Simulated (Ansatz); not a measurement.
Re: Boltzmann equation against the high-temperature formula (computed with Ansatz 0.2.0)

Space group P6_3/mmc (No. 194), 2 atoms in the cell of the first input below: a = 2.749 Å, b = 2.749 Å, c = 4.449 Å, α = 90.00°, β = 90.00°, γ = 120.00°.

The cell was built from a prototype of a structure type listed for this element, relaxed without spin–orbit coupling to zero pressure (pressure 0.0 GPa with this functional, without spin–orbit coupling). Functional: PBEsol.

Input:

```yaml
crystal:
  lattice:
    - [2.7490289583, 0.0, 0.0]
    - [-1.3745144791, 2.3807289136, 0.0]
    - [0.0, 0.0, 4.4486717779]
  atoms:
    - { symbol: Re, position: [0.3333333333, 0.6666666667, 0.75] }
    - { symbol: Re, position: [0.6666666667, 0.3333333333, 0.25] }
basis:
  ecutwfc: 420
  ecutrho_ratio: 4
kpoints:
  mp_grid: { grid: [14, 14, 8] }
hamiltonian:
  xc: pbesol
scf:
  occupations: { method: methfessel_paxton, width: 0.2 }
output: {}
phonons:
  supercell: [2, 2, 2]
  qpath:
    path:
      - [[0.0, 0.0, 0.0], [0.5, 0.0, 0.0], [0.33333333, 0.33333333, 0.0], [0.0, 0.0, 0.0], [0.0, 0.0, 0.5], [0.5, 0.0, 0.5], [0.33333333, 0.33333333, 0.5], [0.0, 0.0, 0.5]]
      - [[0.5, 0.0, 0.5], [0.5, 0.0, 0.0]]
      - [[0.33333333, 0.33333333, 0.5], [0.33333333, 0.33333333, 0.0]]
    npoints: 6
  electrical_resistivity: { mesh: [28, 28, 16], temperatures: [50, 100, 200, 300, 500] }
  superconductivity: { mesh: [28, 28, 16], eliashberg_equations: false }
```

```bash
ansatz run input.yaml --threads 8 --pin off --max-ram 15360MiB --backend cpu --events-out ev --progress --plain --runs-dir out
```

Time: 2 min on 8 threads of Intel(R) Xeon(R) Platinum 8488C (Sapphire Rapids), on a shared host, peak memory 4.5 GiB.

λ_tr,xx from the finest mesh down: 0.617, 0.635, 0.699. The next coarser mesh moves the resistivity at 300 K by 4 % along the axis that moves most.

The run gives λ_tr,xx = 0.617 and a Drude plasma energy ħω_p,xx = 7.11 eV.

Task: Estimate the resistivity along x at 300 K from the high-temperature formula.

Result: ħ/τ = 2π λ_tr k_B T = 0.1002 eV and ρ = 1/(ε0 ω_p² τ) = 14.74 μΩ cm. The Boltzmann solution gives 14.25 μΩ cm, so the estimate is 3 % high, which is less than the mesh moves the solution along x.

```csv
T (K),ρ_xx (μΩ cm),ρ_zz (μΩ cm),"formula, xx","R_H, field along x (10⁻¹¹ m³/C)","R_H, field along z (10⁻¹¹ m³/C)"
50,0.65,0.47,2.46,17.8,21
100,3.38,2.42,4.91,17.7,22
200,8.96,6.32,9.82,17.7,22.6
300,14.25,10.02,14.74,17.8,22.7
500,24.77,17.42,24.56,17.8,22.6
```

R_H depends on the direction of the field. At 300 K the next coarser mesh moves R_H by up to 2 %.

At 50 K the solution is 0.27 times the linear formula, and at 500 K 1.01 times. The formula is meant for temperatures above the phonon energies and for bands that vary little within k_B T.

Caveats: no spin-orbit coupling, which matters for these elements; not converged in the fine mesh; small supercell, couplings not converged in it.

The resistivity falls well below the linear estimate on cooling because the phonons that scatter electrons through large angles freeze out, while the remaining long-wavelength modes relax the current poorly. Towards 300 K and above, the phonon occupations become nearly classical and the two descriptions converge. Conduction is easier along z at every temperature, and the ratio of the two components hardly changes. This suggests that the anisotropy comes mainly from the Fermi velocities of the d-derived sheets rather than from particular phonons.

The positive Hall coefficient indicates that hole-like parts of the Fermi surface dominate the Hall response. It doesn't give a carrier density, since hexagonal rhenium has an even number of valence electrons per cell and is a compensated metal with both electron and hole sheets.

The room-temperature resistivities lie below those measured for pure rhenium, probably because the electron–phonon coupling from the small supercell is too weak or the Fermi surface lacks spin-orbit splittings. Agreement with the high-temperature formula can't reveal such an error, as both estimates share the same bands and couplings.
